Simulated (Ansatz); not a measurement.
## As: pressure and energy change per atom as volume scale varies

Results calculated with Ansatz 0.2.0, not measured. Plane-wave DFT, scalar-relativistic PAW made under PBE with cores redone for the functional, no dispersion; the given relaxed cell is scaled uniformly, energy at zero smearing counts from the unscaled cell, pressure at the given Fermi-Dirac smearing is positive in compression.

The cell before it is scaled or strained (space group P6_3/mmc, No. 194):
```
cell vectors (Å)
   2.9334     0.0000     0.0000
  -1.4667     2.5404     0.0000
   0.0000     0.0000     9.8873
atoms (fractions of the cell vectors)
As  0.00000  0.00000  1.00000
As  0.00000  0.00000  0.50000
As  0.33333  0.66667  0.25000
As  0.66667  0.33333  0.75000
```

Settings of every row: spin polarised no; functional PBEsol; wave cutoff 420 eV; smearing width 0.1 eV; k mesh 14x14x4.

Atom starting moment: 0 on all atoms.

Limits: the cell comes from a prototype or a list of computed structures and needn't be the stable phase.

```
row  volume scale  V (Å³/atom)  pressure (GPa)  energy change per atom (meV)
  1          0.88        16.21           15.29                         91.75
  2          0.92       16.946               ?                             ?
  3          0.96       17.683             3.9                          7.79
  4          1.04       19.157           -3.45                          9.03
  5          1.08       19.894            -6.1                          31.6
  6          1.12        20.63           -8.24                         65.15
```

Question: what pressure and energy change per atom should row 2 give?

Worked fit of pressure. Take u = (V_r/V)^(2/3) − 1 with V_r = 19.157 Å³ an atom, which is twice the finite (Eulerian) strain; such expansions in the strain, on which the Birch-Murnaghan equation of state is built, carry the rest volume and the bulk modulus. The shown rows have u = 0.1178, 0.05483, 0, -0.02485, -0.04819. Least squares give pressure = −3.495 + 115.536 × u + 371.61 × u² GPa; a straight line predicts inner rows, each left out in turn, worse (root mean square 1.3 against 0.096 GPa). The rows lie off it by 0.02, -0.06, 0.04, 0.04, -0.04 (root mean square 0.042 GPa). The pressure vanishes at u = 0.0278, or V = 18.39 Å³ an atom, and there the bulk modulus at fixed shape and fractions is B = −V dP/dV = (2/3)(1 + u) dP/du = 93.3 GPa. Letting shape and atoms relax would as a rule lower it, by much in layered, chain or molecular crystals. The withheld row has u = 0.08519, so the fit gives −3.495 + 115.536 × (0.08519) + 371.61 × (0.08519)² = 9.04 GPa.

The calculation gave 8.98 GPa. The fit lies 0.06 GPa (0.25 % of the column's range) above it; its largest miss of a shown row is 0.06 GPa.

Worked fit of energy change per atom. Take u = (V_r/V)^(2/3) − 1 with V_r = 19.157 Å³ an atom, which is twice the finite (Eulerian) strain; such expansions in the strain, on which the Birch-Murnaghan equation of state is built, carry the rest volume and the bulk modulus. The shown rows have u = 0.1178, 0.05483, 0, -0.02485, -0.04819. Least squares give energy change per atom = 8.708 − 630.788 × u + 11330.25 × u² meV; a straight line predicts inner rows, each left out in turn, worse (root mean square 38 against 0.66 meV). The rows lie off it by 0.12, -0.39, 0.32, 0.22, -0.27 (root mean square 0.28 meV). The withheld row has u = 0.08519, so the fit gives 8.708 − 630.788 × (0.08519) + 11330.25 × (0.08519)² = 37.20 meV.

The calculation gave 36.63 meV. The fit lies 0.57 meV (1.6 % of the value, 0.68 % of the column's range) above it; its largest miss of a shown row is 0.39 meV.
